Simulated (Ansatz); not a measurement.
## Pd: pressure against volume scale

All results are calculated (Ansatz 0.2.0). Periodic Kohn-Sham DFT of a crystal at fixed atoms, scaled to volume_scale times the given cell; pressure positive in compression, energy less spherical unpolarised free atoms, largest_vzz the field gradient of largest size among the nuclei.

The cell before it is scaled or strained (space group Fm-3m, No. 225):
```
Pd
1.0
      0.0000     1.9449     1.9449
      1.9449     0.0000     1.9449
      1.9449     1.9449     0.0000
Pd
1
Direct
  0.00000 0.00000 0.00000
```

Settings of every row: method all-electron PAW; functional PBEsol; relativity scalar; k mesh 18x18x18; filling fermi-dirac; smearing width 0.05 eV; nucleus gaussian.

Atom start moment: 0 on all atoms.

```
row  volume scale  V (Å³/atom)  pressure (GPa)
  1          0.94       13.831          11.861
  2          0.96       14.125           6.535
  3          0.98       14.419           1.852
  4          0.99       14.567               ?
  5             1       14.714           -2.26
  6          1.01       14.861          -4.125
  7          1.02       15.008          -5.867
  8          1.04       15.302          -9.029
  9          1.06       15.597         -11.795
```

Question: what pressure should row 4 give?

Worked fit of pressure. Take u = (V_r/V)^(2/3) − 1 with V_r = 14.788 Å³ an atom, which is twice the finite (Eulerian) strain; such expansions in the strain, on which the Birch-Murnaghan equation of state is built, carry the rest volume and the bulk modulus. The shown rows have u = 0.04561, 0.03105, 0.01699, 0.00335, -0.00328, -0.0098, -0.02252, -0.03489. Least squares give pressure = −3.2166 + 280.605 × u + 1037.92 × u² + 1261 × u³ GPa; a parabola predicts inner rows, each left out in turn, worse (root mean square 0.021 against 0.0055 GPa). The rows lie off it by 0.000, 0.000, -0.005, 0.005, 0.001, 0.001, -0.005, 0.002 (root mean square 0.0032 GPa). The pressure vanishes at u = 0.0110, or V = 14.55 Å³ an atom, and there the bulk modulus at fixed shape and fractions is B = −V dP/dV = (2/3)(1 + u) dP/du = 205 GPa. The withheld row has u = 0.01009, so the fit gives −3.2166 + 280.605 × (0.01009) + 1037.92 × (0.01009)² + 1261 × (0.01009)³ = -0.278 GPa.

The calculation gave -0.271 GPa. The fit lies 0.007 GPa (2.6 % of the value, 0.03 % of the column's range) below it; its largest miss of a shown row is 0.005 GPa.
